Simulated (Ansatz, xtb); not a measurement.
**Two isomers of CH11Ge2NSi**

We compare X, `[CH3][Ge@@H]([GeH3])[NH][SiH3]`, a singlet, with Y, `C[Si@@H]([GeH3])[NH][GeH3]`, a singlet. Both are isolated molecules in the gas phase, relaxed with PBE0-D3(BJ)/def2-SVP, each in the lowest conformer that the search found.

X (Å):

| atom | x (Å) | y (Å) | z (Å) |
| --- | --- | --- | --- |
| C | 1.4856 | 0.6947 | 1.3153 |
| Ge | 1.2557 | -0.3043 | -0.3449 |
| Ge | -0.0903 | -2.2980 | 0.0110 |
| N | 0.4428 | 0.7867 | -1.6008 |
| Si | -1.1355 | 1.4938 | -1.5046 |
| H | 2.0765 | 1.6023 | 1.1243 |
| H | 2.0017 | 0.0802 | 2.0675 |
| H | 0.5056 | 0.9900 | 1.7173 |
| H | 2.6247 | -0.6730 | -0.9590 |
| H | -1.5130 | -1.8971 | 0.4510 |
| H | 0.5088 | -3.2071 | 1.1039 |
| H | -0.2065 | -3.1181 | -1.2886 |
| H | 0.9216 | 0.8204 | -2.4956 |
| H | -2.1595 | 0.8245 | -2.3733 |
| H | -1.5799 | 1.3651 | -0.0827 |
| H | -1.1240 | 2.9427 | -1.8845 |

Y (Å):

```xyz
16

C    -0.0363    0.4085   -4.5617
Ge    2.1212   -1.3895   -2.4597
Ge    0.8706    1.3997   -0.0878
N    -0.0087    1.1393   -1.6813
Si    0.0771   -0.2034   -2.7885
H    -0.9798    0.9537   -4.7263
H    -0.0099   -0.4358   -5.2684
H     0.7972    1.0881   -4.7957
H    -1.0337   -1.1960   -2.5787
H     2.1793   -2.5605   -3.4636
H     2.2436   -1.9859   -1.0432
H     3.3544   -0.4975   -2.7072
H    -0.8037    1.7607   -1.8113
H     2.3265    0.9435   -0.2805
H     0.8060    2.9051    0.2304
H     0.2391    0.6061    1.0775
```

Estimate E(Y) − E(X) at the level CCSD(T)/def2-SVP + ΔMP2/def2-TZVPP.

Calculated at CCSD(T)/def2-SVP + ΔMP2/def2-TZVPP: E(Y) − E(X) = +0.120 eV, so structure X lies lower.

The same difference at several levels:

```
                             level              geometry  E(Y) − E(X) (eV)  departure from the last row (eV)  job, with rough time for the two
                          GFN2-xTB              GFN2-xTB              +0.358                            +0.238              optimisation, 0.41 s
                         HF/STO-3G              GFN2-xTB              −0.053                            −0.173              single point, 0.64 s
                r2SCAN-D4/def2-SVP              GFN2-xTB              +0.042                            −0.078                 single point, 5 s
              PBE0-D3(BJ)/def2-SVP  PBE0-D3(BJ)/def2-SVP              +0.006                            −0.114             optimisation, 3.1 min
                       HF/def2-SVP  PBE0-D3(BJ)/def2-SVP              +0.082                            −0.038           part of the CCSD(T) run
                      MP2/def2-SVP  PBE0-D3(BJ)/def2-SVP              +0.073                            −0.047           part of the CCSD(T) run
                  CCSD(T)/def2-SVP  PBE0-D3(BJ)/def2-SVP              +0.057                            −0.063                      single point
CCSD(T)/def2-SVP + ΔMP2/def2-TZVPP  PBE0-D3(BJ)/def2-SVP              +0.120                                               single point, 2.1 min
```

As drawn, Y has 1 C–Si, 1 Ge–Si, 2 Ge–H in place of 1 C–Ge, 1 Ge–Ge, 2 Si–H.

HF/STO-3G puts the two in the other order. PBE0-D3(BJ)/def2-SVP finds them nearly level. The largest departure from CCSD(T)/def2-SVP + ΔMP2/def2-TZVPP is that of GFN2-xTB, 0.238 eV. The last row adds to CCSD(T) the change of the MP2 difference between the two basis sets, here +0.063 eV.

With thermal terms from frequencies at re-optimised GFN2-xTB minima (ideal gas, soft modes damped towards free rotors, one conformer each, 298.15 K, 1 atm): the zero-point term adds +0.034 eV; ΔH is +0.141 and ΔG +0.162 eV.

The correlated steps freeze 25 core orbitals; the filled d shell of Ge is correlated, in a basis made for valence electrons. Codes used: Ansatz 0.2.0, xtb 6.7.1; the last row on 4 threads of Arm Neoverse V2 on a shared host.

X is favoured by a modest margin, and the balance of bonds explains why. Both isomers contain one Si–N and one Ge–N link, so the strong silicon–nitrogen bond largely cancels. Y gains from replacing C–Ge and Ge–Ge with the stronger C–Si and Ge–Si bonds, but it pays by exchanging two Si–H bonds for weaker Ge–H ones, and this cost probably tips the balance. Hartree–Fock in the def2-SVP basis already favours X, so the preference does not depend on electron correlation. Its size is less secure than its sign, since the basis-set correction of +0.063 eV is as large as the small-basis CCSD(T) difference itself.

The zero-point term is surprising: Si–H stretches and bends usually lie above their Ge–H counterparts, which should raise the zero-point energy of X rather than Y. The opposite sign probably reflects the GFN2-xTB force constants, so the thermal terms are weak evidence for any further preference for X.
